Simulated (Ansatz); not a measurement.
**Abstraction of H: InH3 + Ge(OH)3 → InH2 + GeH(OH)3**

Species: InH3 `[InH3]`, singlet; Ge(OH)3, doublet; InH2 `[InH2]`, doublet; GeH(OH)3, singlet. A radical takes H: the energy is the difference in strength between the In–H bond broken and the Ge–H bond made.

Shapes, held fixed at every level: PBE0-D4/def2-TZVP. Flexible molecules stand in one conformer, not always the lowest. Programs: Ansatz 0.2.0. The zero-point and thermal change to 298 K, harmonic and unscaled (PBE0-D4/def2-TZVP), is +3.1 kJ/mol.

Problem. Estimate ΔH(298 K) of this reaction.

Solution. The highest level, CCSD(T)/def2-TZVPP, gives ΔH(298 K) = -61.3 kJ/mol; the levels span -73.8 to -40.7. The column of differences is taken from that level and isn't an error. No measured value is set beside it here. Open shells run unrestricted unless RO is named. For atoms past krypton def2 sets carry core potentials with scalar relativity. Relativity is left out for Ge unless named. Correlated rows may include outer-core shells of Ge, In, which these sets cover unevenly. Times are processor times on shared x86 and Arm servers, and rough.

```tsv
level	kind	ΔH(298 K) (kJ/mol)	less CCSD(T)/def2-TZVPP	CPU time (sum over the molecules)
HF/def2-TZVPP	Hartree–Fock	-71.4	-10.1	–
SPW92/def2-TZVPP	LDA	-42.9	+18.4	6.5 s
PBE-D4/def2-TZVPP	GGA	-40.7	+20.6	13 s
B3LYP-D4/def2-TZVPP	global hybrid	-49.1	+12.2	18 s
wB97X-V/def2-TZVPP	range-separated hybrid	-50.5	+10.8	36 s
B2PLYP/def2-TZVPP	double hybrid	-54.2	+7.1	23 s
CCSD/def2-SVP	coupled cluster or CI	-73.8	-12.5	–
CCSD(T)/def2-TZVPP	coupled cluster or CI	-61.3	0.0	7.5 min
```

Every level makes the transfer exothermic, so the Ge–H bond formed is stronger than the In–H bond broken; CCSD(T) puts the difference at -61.3 kJ/mol. The main reason is probably the poorer overlap of hydrogen 1s with the diffuse 5s and 5p orbitals of indium, compared with the more compact valence shell of germanium. Losing hydrogen also takes indium from its usual trivalent state to a reactive divalent radical, while germanium regains tetravalency. The small positive thermal term fits a stiffer Ge–H bond replacing a softer In–H one, and leaves the preference essentially electronic.

One bond is exchanged for another and the number of unpaired electrons is conserved, yet the cancellation of errors is incomplete. All the density functionals, the double hybrid included, give a less exothermic reaction than CCSD(T), whereas Hartree–Fock gives a more exothermic one, which suggests that the balance of exchange and correlation between the two bonds matters. The direction of transfer is therefore better established than its size, and the favourable enthalpy says nothing about the barrier.
